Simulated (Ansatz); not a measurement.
CaMg3: pressure and energy above lowest point against volume scale

Free energy against uniform scaling of the volume at fixed shape and fractions; periodic cell, basis, potentials, k mesh and filling as listed. The results are calculated, by Ansatz 0.2.0.

The cell before it is scaled or strained (space group I4/mmm, No. 139):
```
cell vectors (Å)
  -2.6435     2.6435     3.7249
   2.6435    -2.6435     3.7249
   2.6435     2.6435    -3.7249
atoms (fractions of the cell vectors)
Ca  0.00000  0.00000  0.00000
Mg  0.50000  0.50000  0.00000
Mg  0.25000  0.75000  0.50000
Mg  0.75000  0.25000  0.50000
```

Settings of every row: functional LDA; dispersion none; potentials PAW; wave cutoff 500 eV; density cutoff 2000 eV; k mesh 6x6x6; k shift 0x0x0; occupations methfessel paxton; smearing width 0.05 eV; spin none.

Limits: coarse k mesh, up to 40 meV an atom off; minimum outside the range; the cell comes from a prototype or a list of computed structures and needn't be the stable phase.

```
row  volume scale  V (Å³/atom)  pressure (GPa)  energy above lowest point (meV/atom)
  1        0.9406       24.484           -0.38                                     0
  2        0.9703       25.257               ?                                     ?
  3             1        26.03           -2.09                                  12.2
  4        1.0297       26.803           -2.82                                  24.1
  5        1.0594       27.576           -3.44                                  39.2
```

Question: what pressure and energy above lowest point should row 2 give?

Worked fit of pressure. Take u = (V_r/V)^(2/3) − 1 with V_r = 26.416 Å³ an atom, which is twice the finite (Eulerian) strain; such expansions in the strain, on which the Birch-Murnaghan equation of state is built, carry the rest volume and the bulk modulus. The shown rows have u = 0.05194, 0.00986, -0.00965, -0.02824. Least squares give pressure = −2.464 + 36.61 × u + 68.1 × u² GPa; a straight line predicts inner rows, each left out in turn, worse (root mean square 0.066 against 0.018 GPa). The rows lie off it by 0.00, 0.01, -0.01, 0.00. The withheld row has u = 0.03036, so the fit gives −2.464 + 36.61 × (0.03036) + 68.1 × (0.03036)² = -1.29 GPa.

The calculation gave -1.28 GPa. The fit lies 0.01 GPa (0.33 % of the column's range) below it, one unit of the last digit.

Worked fit of energy above lowest point. Take u = (V_r/V)^(2/3) − 1 with V_r = 26.416 Å³ an atom, which is twice the finite (Eulerian) strain; such expansions in the strain, on which the Birch-Murnaghan equation of state is built, carry the rest volume and the bulk modulus. The shown rows have u = 0.05194, 0.00986, -0.00965, -0.02824. Least squares give energy above lowest point = 17.72 − 612.7 × u + 5229 × u² meV/atom; a straight line predicts inner rows, each left out in turn, worse (root mean square 5.1 against 0.039 meV/atom). All shown rows lie on it to the printed digit. The withheld row has u = 0.03036, so the fit gives 17.72 − 612.7 × (0.03036) + 5229 × (0.03036)² = 3.9 meV/atom.

The calculation gave 4 meV/atom. The fit lies 0.1 meV/atom (2.5 % of the value, 0.26 % of the column's range) below it, one unit of the last digit.
